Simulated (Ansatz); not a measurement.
A series in volume scale on Ge

Free energy against uniform scaling of the volume at fixed shape and fractions; periodic cell, basis, potentials, k mesh and filling as listed. The results are calculated, by Ansatz 0.2.0.

The cell before it is scaled or strained (space group P6_3/mmc, No. 194):
```
Ge
1.0
      3.9976     0.0000     0.0000
     -1.9988     3.4620     0.0000
      0.0000     0.0000     6.5994
Ge
4
Direct
  0.66667 0.33333 0.06290
  0.33333 0.66667 0.56290
  0.66667 0.33333 0.43710
  0.33333 0.66667 0.93710
```

Settings of every row: functional PBEsol; dispersion none; potentials PAW; wave cutoff 500 eV; density cutoff 2000 eV; k mesh 7x7x4; k shift 0x0x0; occupations fermi dirac; smearing width 0.1 eV; spin none.

Limits: the cell comes from a prototype or a list of computed structures and needn't be the stable phase.

| row | volume scale | V (Å³/atom) | energy above lowest point (meV/atom) | pressure (GPa) |
| --- | --- | --- | --- | --- |
| 1 | 0.92 | 21.007 | 35.4 | 6.77 |
| 2 | 0.9467 | 21.616 | 14.8 | 4.13 |
| 3 | 0.9733 | 22.224 | ? | ? |
| 4 | 1 | 22.833 | 0 | 0 |
| 5 | 1.0267 | 23.443 | 3.2 | -1.63 |
| 6 | 1.0533 | 24.05 | 12.1 | -3.06 |
| 7 | 1.08 | 24.66 | 26.1 | -4.29 |

Question: what energy above lowest point and pressure should row 3 give?

Worked fit of energy above lowest point. Take u = (V_r/V)^(2/3) − 1 with V_r = 23.138 Å³ an atom, which is twice the finite (Eulerian) strain; such expansions in the strain, on which the Birch-Murnaghan equation of state is built, carry the rest volume and the bulk modulus. The shown rows have u = 0.06653, 0.04641, 0.00889, -0.00869, -0.02544, -0.04158. Least squares give energy above lowest point = 0.8 − 186.1 × u + 10325 × u² + 4315 × u³ meV/atom; a parabola predicts inner rows, each left out in turn, worse (root mean square 0.22 against 0.088 meV/atom). All shown rows lie on it to the printed digit. Its lowest point lies at u = 0.0090, or V = 22.83 Å³ an atom, and the curvature there gives the bulk modulus at fixed shape and fractions, B = (4/9)(1 + u)² E″(u)/V = 66.3 GPa. Letting shape and atoms relax would as a rule lower it, by much in layered, chain or molecular crystals. The withheld row has u = 0.02723, so the fit gives 0.8 − 186.1 × (0.02723) + 10325 × (0.02723)² + 4315 × (0.02723)³ = 3.5 meV/atom.

The calculation gave 3.5 meV/atom. The fit meets it to the printed digit.

Worked fit of pressure. Take u = (V_r/V)^(2/3) − 1 with V_r = 23.138 Å³ an atom, which is twice the finite (Eulerian) strain; such expansions in the strain, on which the Birch-Murnaghan equation of state is built, carry the rest volume and the bulk modulus. The shown rows have u = 0.06653, 0.04641, 0.00889, -0.00869, -0.02544, -0.04158. Least squares give pressure = −0.849 + 93.04 × u + 275.2 × u² + 714 × u³ GPa; a parabola predicts inner rows, each left out in turn, worse (root mean square 0.037 against 0.013 GPa). The rows lie off it by 0.00, 0.00, 0.00, 0.01, -0.01, 0.00. The pressure vanishes at u = 0.0089, or V = 22.83 Å³ an atom, and there the bulk modulus at fixed shape and fractions is B = −V dP/dV = (2/3)(1 + u) dP/du = 66 GPa. Letting shape and atoms relax would as a rule lower it, by much in layered, chain or molecular crystals. The withheld row has u = 0.02723, so the fit gives −0.849 + 93.04 × (0.02723) + 275.2 × (0.02723)² + 714 × (0.02723)³ = 1.90 GPa.

The calculation gave 1.88 GPa. The fit lies 0.02 GPa (1.1 % of the value, 0.18 % of the column's range) above it; its largest miss of a shown row is 0.01 GPa.
